Montroll–Shuler solution of the harmonic master equation and canonical invariance

1. Premises and conventions

f_v(t) is the fraction of a tagged set of diatomic molecules in vibrational level v = 0, 1, 2, …, with Σ f_v = 1. Energies are wavenumbers (cm⁻¹), densities cm⁻³, rate coefficients cm³ s⁻¹. C(m,k) is the binomial coefficient.

P1. Harmonic ladder: E_v = v·ν, unbounded. θ = hcν/kT.
P2. Binary, uncorrelated collisions at constant density n. Translation and rotation stay at a fixed temperature T. The gas is uniform.
P3. The collision couples linearly to the vibrational coordinate x of each molecule and acts in first order. With x ∝ â + â†, only Δv = ±1 occurs and |⟨v−1|x|v⟩|² ∝ v. All gaps are equal, so the translational factor is the same for every step (Landau–Teller scaling, 1936).

Two channels follow.

V–T. Down: k(v→v−1) = v·k₁₀. Up, by detailed balance: k(v→v+1) = (v+1)·k₁₀·e^(−θ). Define
 N_eq = 1/(e^θ − 1),  1/τ = n·k₁₀·(1 − e^(−θ)).   (1)
Since 1/(1 − e^(−θ)) = N_eq + 1 and e^(−θ)/(1 − e^(−θ)) = N_eq, the rates are v(N_eq+1)/τ down and (v+1)N_eq/τ up.

Resonant V–V with partners of the same ν. The coupling x₁x₂ gives Q(v,w→v−1,w+1) = v(w+1)Q and Q(v,w→v+1,w−1) = (v+1)wQ, where Q belongs to (1,0→0,1). Average over the partner level w. Only the mean N_b of the whole gas enters: down nQ·v(N_b+1), up nQ·(v+1)N_b. Exchange conserves quanta, so N_b is constant. The rates take the V–T form with
 N_eq → N_b,  1/τ = n·Q.   (2)

With s = t/τ either channel gives
 df_v/ds = (N_eq+1)[(v+1)f_{v+1} − v·f_v] + N_eq[v·f_{v−1} − (v+1)f_v].   (3)
Zero net flux on each step requires f_{v+1}/f_v = N_eq/(1+N_eq), which is e^(−θ) for V–T.

2. Generating function

 G(z,s) = Σ_v z^v f_v(s), |z| < 1;  f_v = (1/v!)·∂^vG/∂z^v at z = 0.

Because 0 ≤ f_v ≤ 1, eq. (3) bounds |df_v/ds| by a constant times (v+1), so termwise differentiation is allowed for |z| < 1. The four sums (subscripts on G and H are partial derivatives):
 Σ z^v (v+1)f_{v+1} = G_z
 Σ z^v v·f_v = z·G_z
 Σ z^v (v+1)f_v = G + z·G_z
 Σ z^v v·f_{v−1} = z(G + z·G_z)  (shift v → v+1).
Hence G_s = (N_eq+1)(1−z)G_z + N_eq(z−1)(G + z·G_z). Put u = z − 1, so that N_eq·z − (N_eq+1) = N_eq·u − 1:
 G_s = −u(1 − N_eq·u)·G_u + N_eq·u·G.   (4)

Step A, remove the equilibrium factor. G_eq = 1/(1 − N_eq·u) makes the right side vanish. Write G = H/(1 − N_eq·u). Then G_u = H_u/(1 − N_eq·u) + N_eq·H/(1 − N_eq·u)². The second part contributes −N_eq·u·G and cancels the last term of (4):
 H_s = −u(1 − N_eq·u)·H_u.

Step B, straighten the drift. Let y = u/(1 − N_eq·u), inverse u = y/(1 + N_eq·y). Then dy/du = 1/(1 − N_eq·u)², so u(1 − N_eq·u)H_u = y·H_y:
 H_s = −y·H_y,  H(y,s) = H₀(y·ε),  ε = e^(−s).   (5)
H is constant along curves of fixed y·e^(−s).

Step C, return to u. Let u₀ be the point whose y-value is ε·y, and a = N_eq(1 − ε). Then
 u₀ = εy/(1 + N_eq·εy) = εu/(1 − a·u),  1 − N_eq·u₀ = 1/(1 + N_eq·εy) = (1 − N_eq·u)/(1 − a·u).
With H₀(εy) = G₀(1+u₀)·(1 − N_eq·u₀), where G₀(z) = G(z,0),
 G(z,s) = [1/(1 − a·u)] · G₀( 1 + εu/(1 − a·u) ).   (6)
This is the general solution, equivalent to that of Montroll and Shuler (1957).

Consistency. At s = 0: a = 0, ε = 1, G = G₀. At z = 1: G = G₀(1) = 1, norm conserved. As s → ∞: G → G_eq for every start. Since z/(1 − a·u) = 1 + (1+a)u/(1 − a·u), the argument of G₀ can be written
 φ(z) = 1 − p + p·z/(1 − a·u),  p = ε/(1+a),   (7)
with 1/(1 − a·u) = 1/(1 + a − a·z). Its power series in z has non-negative coefficients summing to 1. So φ maps the unit disc into itself at every s, the curves of (5) stay where G converges, the solution is unique, and all f_v remain non-negative.

Reading of (6) and (7): the factor 1/(1 − a·u) is the population built by the bath from v = 0. Each initial quantum contributes independently a factor φ: no trace with probability 1 − p, otherwise one quantum plus a geometric number of stimulated ones.

3. Moments

Expand ln G about u = 0 (finite moments assumed). For any distribution ln G = N·u + κ·u²/2 + …, with N = ⟨v⟩ and κ = σ² − N, σ² the variance. From (6), ln G = −ln(1 − a·u) + N₀u₀ + κ₀u₀²/2 + …, with u₀ = εu + εa·u² + … and −ln(1 − a·u) = a·u + a²u²/2 + …. Order u gives N = a + εN₀:
 N(t) = N_eq + (N₀ − N_eq)·e^(−t/τ).   (8)
This holds for any initial distribution of finite mean. The energy νN obeys dE/dt = −(E − E_eq)/τ. Order u² gives κ = a² + 2εaN₀ + ε²κ₀. Subtract N² = a² + 2εaN₀ + ε²N₀² and define D = σ² − N − N²:
 D(t) = D₀·e^(−2t/τ).   (9)
A Boltzmann distribution has σ² = N + N², D = 0. The departure of the variance from its canonical value decays at twice the rate of the mean.

4. Canonical invariance

A Boltzmann distribution f_v = (1−q)q^v, q = exp(−hcν/kT_v), has mean N = q/(1−q). Then q = N/(1+N), f_v = N^v/(1+N)^(v+1), and the geometric sum gives G = (1−q)/(1−qz) = 1/(1 − N·u). Insert G₀ = 1/(1 − N₀u) in (6):
 G = 1/[(1 − a·u) − N₀εu] = 1/(1 − N(t)·u),  N(t) = a + εN₀.
Therefore
 f_v(t) = N(t)^v/(1+N(t))^(v+1),  with N(t) from (8).   (10)
The distribution is Boltzmann at every instant, in heating or cooling, however far from equilibrium. The vibrational temperature is T_v(t) = (hcν/k)/ln(1 + 1/N(t)). It is N that relaxes exponentially, not T_v.

Converse. Take equal gaps, single-quantum steps, arbitrary down rates d_v (d₀ = 0) and up rates b·d_{v+1}, b = e^(−θ). Require f_v = (1−q)q^v with q = q(t). Divide the master equation by f_v. Left: q̇[v/q − 1/(1−q)]. Right: q·d_{v+1} + b·d_v/q − d_v − b·d_{v+1} = (q − b)(d_{v+1} − d_v/q). The v = 0 equation fixes q̇ = −d₁(1−q)(q−b). For q ≠ b the remaining equations become
 d_{v+1} − d_v/q = (v+1)d₁ − v·d₁/q.
This must hold over a range of q, so the 1/q terms match separately: d_v = v·d₁. Within this class the Landau–Teller scaling is necessary as well as sufficient. The sufficiency check uses one instant only, so invariance survives time-dependent n, T and N_b, and V–T and V–V acting together. N then obeys dN/dt = −(N − N_eq)/τ with instantaneous coefficients, 1/τ being the sum over channels and N_eq the rate-weighted mean. The pure exponential (8) is lost.

5. Spectrum

In (5), H = y^j·e^(−js) is a solution for each j = 0, 1, 2, …. The modes are
 G_j = u^j/(1 − N_eq·u)^(j+1),  decay rate λ_j = j/τ.   (11)
The rate matrix has eigenvalues −j/τ. Expanding H₀(y) = Σ c_j y^j gives G = Σ c_j e^(−jt/τ) G_j, with c₀ = 1 and c₁ = N₀ − N_eq.

No other eigenvalue exists in the space Σ f_v²/f_v^eq < ∞. For an observable g(v), eq. (3) gives d⟨g⟩/ds = ⟨L†g⟩ with
 L†g(v) = (N_eq+1)·v·[g(v−1) − g(v)] + N_eq(v+1)[g(v+1) − g(v)].
On g = v^j the leading term is −(N_eq+1)j·v^j + N_eq·j·v^j = −j·v^j. L† is thus triangular on polynomials with distinct diagonal entries −j, and has one eigenpolynomial of each degree. Detailed balance makes L† symmetric under the weight f_v^eq, so these polynomials are orthogonal (Gottlieb polynomials, a case of the Meixner family). The weight falls exponentially in v, so polynomials are complete in that space, and the spectrum is exhausted and non-degenerate. For j = 1, g = v − N_eq, which is (8).

Caution. For a Boltzmann start H₀ = 1/[1 − (N₀ − N_eq)y], c_j = (N₀ − N_eq)^j. At z = 0, |y| = 1/(1+N_eq), so the mode series for f₀ converges only while ε|N₀ − N_eq| < 1 + N_eq. A hot start with N₀ > 1 + 2N_eq breaks this at early times. The closed form (6) has no such limit.

6. Start in a single level m

G₀ = z^m. From (6) and (7),
 G = [1 + (ε − a)u]^m/(1 − a·u)^(m+1) = Σ_k C(m,k)·p^k(1−p)^(m−k)·z^k/(1 − a·u)^(k+1).
The coefficient of z^v in z^k/(1 + a − a·z)^(k+1) is C(v,k)·a^(v−k)/(1+a)^(v+1), by the negative binomial series. Hence
 f_v = Σ_{k=0}^{min(m,v)} C(m,k)·C(v,k)·p^k(1−p)^(m−k)·a^(v−k)/(1+a)^(v+1).   (12)
All terms are non-negative. Initially σ² = 0, so D₀ = −m(m+1) and σ² = N + N² − m(m+1)ε².

Cold bath, N_eq → 0: a → 0, p → ε, and only k = v survives:
 f_v = C(m,v)·ε^v(1−ε)^(m−v),  N = mε,  σ² = mε(1−ε).   (13)
Each quantum is lost independently at rate 1/τ. Here H₀ = (1+y)^m, so only the modes j ≤ m appear, c_j = C(m,j). Consequences of (13):
 (i) f_m = e^(−mt/τ).
 (ii) d ln f_v/dε = v/ε − (m−v)/(1−ε) = 0 puts the maximum of f_v (0 < v < m) at ε = v/m, t = τ·ln(m/v).
 (iii) f_{v+1}/f_v = (m−v)ε/[(v+1)(1−ε)] exceeds 1 while ε > (v+1)/(m+1). The last inversion, v = 1 over v = 0, ends at t = τ·ln(m+1).
 (iv) f₂f₀/f₁² = (m−1)/(2m) at all times, against 1 for any Boltzmann distribution. No single T_v exists.
In (12) the term k = v−1 stands to k = v as v²·a(1−p)/[(m−v+1)p]. This ratio and m·a must be small for (13). The canonical shape is measured by D/N² = −m(m+1)ε²/(a + mε)². It stays near −(m+1)/m until the bath part a ≈ N_eq of the mean overtakes mε, at t* ≈ τ·ln(m/N_eq). Invariance preserves a Boltzmann form. It does not create one before the excess energy is gone.

7. Range of validity

Exact within P1–P3: eqs. (6), (8)–(12), at any distance from equilibrium. The premises require:
 (a) Small transition probability per collision up to the highest level populated; otherwise multi-quantum jumps and saturation break the factor v. Partners that bind or exchange atoms (N atoms on N₂) are outside P3.
 (b) Small anharmonicity. With E_v − E_{v−1} = ω_e − 2ω_e x_e·v, the step (v,0→v−1,1) is endothermic by Δ_v = 2ω_e x_e(v−1). Resonant V–V needs hcΔ_v ≪ kT. Otherwise descent is slower than v·nQ and the V–V quasi-steady state is the Treanor distribution, not a Boltzmann one. For V–T the smaller upper gaps act the other way: rates grow faster than v. Both effects increase as T falls, and both destroy (10) and the integer spectrum.
 (c) Levels far below dissociation.
 (d) Fixed T: the tagged energy released by V–T must not heat the gas.
 (e) No competing loss or source on the scale τ: walls, flow, electron impact, quenching impurities, radiation. N₂ has no dipole-allowed vibrational emission.

8. Illustration: N₂(v = 5) in cold N₂

System: nitrogen as a process gas, 10 Torr, 300 K, no electrons, a small fraction x placed in v = 5. Approximate inputs: ω_e = 2358.6 cm⁻¹, ω_e x_e = 14.3 cm⁻¹. Assumed typical value Q = 1×10⁻¹⁴ cm³ s⁻¹. V–T relaxation by N₂ at 300 K is typically slower by many orders of magnitude and is dropped, so channel (2) applies.

 ν = ω_e − 2ω_e x_e = 2330.0 cm⁻¹, hcν/k = 3352 K
 kT/hc = 208.5 cm⁻¹, θ = 11.17, thermal mean N_T = 1/(e^θ − 1) = 1.40×10⁻⁵
 n = 3.22×10¹⁷ cm⁻³ (ideal gas), τ = 1/(nQ) = 0.31 ms.

In the trace limit x → 0, N_b = N_T. Model populations of the tagged molecules from (13), independent of Q when read against t/τ:

 t/τ  f₀   f₁   f₂   f₃   f₄   f₅    N   σ²
 0.2  0.0002 0.004 0.040 0.180 0.407 0.368  4.09 0.74
 0.5  0.009 0.073 0.224 0.345 0.266 0.082  3.03 1.19
 1.0  0.101 0.294 0.342 0.199 0.058 0.007  1.84 1.16
 2.0  0.483 0.378 0.118 0.019 0.001 0.00005 0.68 0.59

The thermal terms of (12) shift f₅ at t = 2τ by 0.2 %, the largest relative change among the populations listed.

Maxima of f₄, f₃, f₂, f₁ fall at t/τ = 0.22, 0.51, 0.92, 1.61, with heights 0.41, 0.35, 0.35, 0.41. The last inversion ends at 1.79 τ, about 0.6 ms. f₂f₀/f₁² = 0.40. D₀ = −30. At t = τ, D = −4.06; a Boltzmann set of the same mean would have σ² = 5.22 and f₀ = 0.352, against 1.16 and 0.101. The canonical shape arrives near t* = 12.8 τ, about 4 ms.

Finite x. For x = 10⁻⁴, N_b = (1−x)N_T + 5x = 5.14×10⁻⁴. Eq. (12) then raises f₅(τ) by 1.0 %, and t* falls to 9.2 τ. The untagged molecules obey the same eq. (3) and start Boltzmann, so by (10) they stay Boltzmann while their mean climbs from N_T to N_b; the model's final T_v is 443 K. A spectrum does not see the tag. For 2 ≤ v ≤ 5 it shows x·f_v over a background of order N_b^v at most. In v = 1 the acceptors add: to first order in x the excess per prepared molecule is f₁ + 5(1−ε), which is 3.45 at t = τ.

Neglected terms. (a) With a typical gas-kinetic coefficient 3×10⁻¹⁰ cm³ s⁻¹ the probability of the step 5→4 is 5Q/(3×10⁻¹⁰) = 1.7×10⁻⁴ per collision: satisfied. (e) For plates L = 2 cm apart and an assumed wall deactivation probability γ = 10⁻³, the flux γ·n·v̄/4 to each plate bounds the loss rate by γ·v̄/(2L). With mass 28.0 u, v̄ = (8kT/πM)^(1/2) = 476 m/s and the bound is 12 s⁻¹, against 1/τ = 3.2×10³ s⁻¹: satisfied. (b) Not satisfied. Δ₅ = 114.4 cm⁻¹ is 0.55 of kT/hc. Detailed balance puts (5,0→4,1) at 0.58 of its reverse, and (2,0→1,1) at 0.87. The mean descent time from v = 5 to v = 1 is a sum of exponential waiting times, τ(1/5 + 1/4 + 1/3 + 1/2) = 1.28 τ. If the exothermic steps kept the harmonic scaling, each term would gain a factor exp(hcΔ_v/kT) and the sum would be 1.74 τ. The three-decimal table therefore describes the harmonic model only.

The model's lifetime of v = 5 is τ/5 = 0.062 ms. In real nitrogen at room temperature the energy defect typically also lowers the exothermic rate below harmonic scaling, and the step (5,0→4,1) is typically some three to six times slower than 5nQ. The model's lifetime is too short by roughly that factor, and the miss shrinks towards the bottom of the ladder.